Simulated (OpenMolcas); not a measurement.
Exact exchange and the dipole moment of CH3BO (Borane carbonyl)

CH3BO has 6 atoms, charge 0, and is taken as a singlet. SMILES: `[BH3-]C#[O+]`. The coordinates come from a PBE0-D4/def2-TZVP relaxation.

The dipole moment y, in D, basis def2-TZVP; a is the functional's share of exact exchange. Programs: OpenMolcas 26.06.

| functional | program | a | y (D) |
| --- | --- | --- | --- |
| revPBE | OpenMolcas | 0 | 1.31 |
| TPSS | OpenMolcas | 0 | 1.37 |
| B3LYP | OpenMolcas | 0.2 | 1.38 |
| PBE0 | OpenMolcas | 0.25 | ? |
| BHLYP | OpenMolcas | 0.5 | 1.49 |

Task: Fit y = c + s·a to the known rows and predict PBE0.

Result: 
1. Means of the 4 rows: a = 0.1750, y = 1.387.
2. Σ(Δa)² = 0.1675, Σ(Δa·Δy) = 0.04975, so the slope is 0.04975/0.1675 = 0.29701.
3. Intercept: 1.387 − (0.29701) × 0.1750 = 1.335. The largest residual of the fit is 0.035.
4. PBE0: 1.335 + (0.29701) × 0.25 = 1.41 D.

The run gave 1.37 D, so the prediction is off by +0.04 D, about the scatter of the fit. More exact exchange makes the molecule more polar here. The rows mix families of semi-local functionals, which the line can't see.

The dipole moment rises from 1.31 D with revPBE to 1.49 D with BHLYP, but not steadily: PBE0 gives 1.37 D, the same as TPSS without exact exchange and slightly less than B3LYP. The upward slope therefore rests largely on BHLYP.

The moment reflects two opposing charge flows. Donation from the carbon lone pair into the empty boron orbital makes the borane end negative, while hyperconjugation from the B–H bonds into the CO π* orbitals returns charge to the carbonyl. Exact exchange widens the gap between occupied and empty levels and probably weakens this back-donation, leaving more of the donor–acceptor polarity uncancelled. Polarisation within CO also contributes, so the total moment alone can't confirm this assignment.

All the computed values lie below the measured gas-phase moment, which suggests that these functionals misjudge the balance between the two flows. The closer approach of BHLYP to experiment doesn't establish that its density is better overall, since errors in the opposing contributions can cancel.
